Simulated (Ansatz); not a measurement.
# Au: energy above lowest point and pressure against volume scale

Results calculated with Ansatz 0.2.0, not measured. Free energy against uniform scaling of the volume at fixed shape and fractions; periodic cell, basis, potentials, k mesh and filling as listed.

The cell before it is scaled or strained (space group Cmcm, No. 63):
```
Au
1.0
      1.4113    -2.5559     0.0000
      1.4113     2.5559     0.0000
      0.0000     0.0000     4.8932
Au
2
Direct
  0.66533 0.33467 0.25000
  0.33467 0.66533 0.75000
```

Settings of every row: functional LDA; dispersion none; potentials PAW; wave cutoff 500 eV; density cutoff 2000 eV; k mesh 12x12x6; k shift 0x0x0; occupations gaussian; smearing width 0.1 eV; spin none.

Limits: coarse k mesh, up to 40 meV an atom off; no spin-orbit coupling, which can matter with elements this heavy; the cell comes from a prototype or a list of computed structures and needn't be the stable phase.

```
row  volume scale  V (Å³/atom)  energy above lowest point (meV/atom)  pressure (GPa)
  1          0.92       16.238                                   5.2            4.74
  2        0.9467        16.71                                     0           -1.02
  3        0.9733       17.179                                  10.2           -5.74
  4             1        17.65                                     ?               ?
  5        1.0267       18.122                                    66          -12.83
  6        1.0533       18.591                                 107.7          -15.44
  7          1.08       19.063                                 156.3          -17.55
```

Question: what energy above lowest point and pressure should row 4 give?

Worked fit of energy above lowest point. Take u = (V_r/V)^(2/3) − 1 with V_r = 17.651 Å³ an atom, which is twice the finite (Eulerian) strain; such expansions in the strain, on which the Birch-Murnaghan equation of state is built, carry the rest volume and the bulk modulus. The shown rows have u = 0.0572, 0.0372, 0.01823, -0.0174, -0.034, -0.05001. Least squares give energy above lowest point = 32.94 − 1591.2 × u + 18367 × u² + 16977 × u³ meV/atom; a parabola predicts inner rows, each left out in turn, worse (root mean square 0.89 against 0.17 meV/atom). The rows lie off it by 0.0, 0.0, 0.1, -0.1, 0.1, 0.0. Its lowest point lies at u = 0.0410, or V = 16.62 Å³ an atom, and the curvature there gives the bulk modulus at fixed shape and fractions, B = (4/9)(1 + u)² E″(u)/V = 190 GPa. Letting shape and atoms relax would as a rule lower it, by much in layered, chain or molecular crystals. The withheld row has u = 4e-05, so the fit gives 32.94 − 1591.2 × (4e-05) + 18367 × (4e-05)² + 16977 × (4e-05)³ = 32.9 meV/atom.

The calculation gave 32.9 meV/atom. The fit meets it to the printed digit.

Worked fit of pressure. Take u = (V_r/V)^(2/3) − 1 with V_r = 17.651 Å³ an atom, which is twice the finite (Eulerian) strain; such expansions in the strain, on which the Birch-Murnaghan equation of state is built, carry the rest volume and the bulk modulus. The shown rows have u = 0.0572, 0.0372, 0.01823, -0.0174, -0.034, -0.05001. Least squares give pressure = −9.644 + 198.08 × u + 861.4 × u² + 1256 × u³ GPa; a parabola predicts inner rows, each left out in turn, worse (root mean square 0.069 against 0.011 GPa). The rows lie off it by 0.00, 0.00, 0.00, 0.01, -0.01, 0.00. The pressure vanishes at u = 0.0410, or V = 16.62 Å³ an atom, and there the bulk modulus at fixed shape and fractions is B = −V dP/dV = (2/3)(1 + u) dP/du = 191 GPa. Letting shape and atoms relax would as a rule lower it, by much in layered, chain or molecular crystals. The withheld row has u = 4e-05, so the fit gives −9.644 + 198.08 × (4e-05) + 861.4 × (4e-05)² + 1256 × (4e-05)³ = -9.64 GPa.

The calculation gave -9.62 GPa. The fit lies 0.02 GPa (0.09 % of the column's range) below it; its largest miss of a shown row is 0.01 GPa.
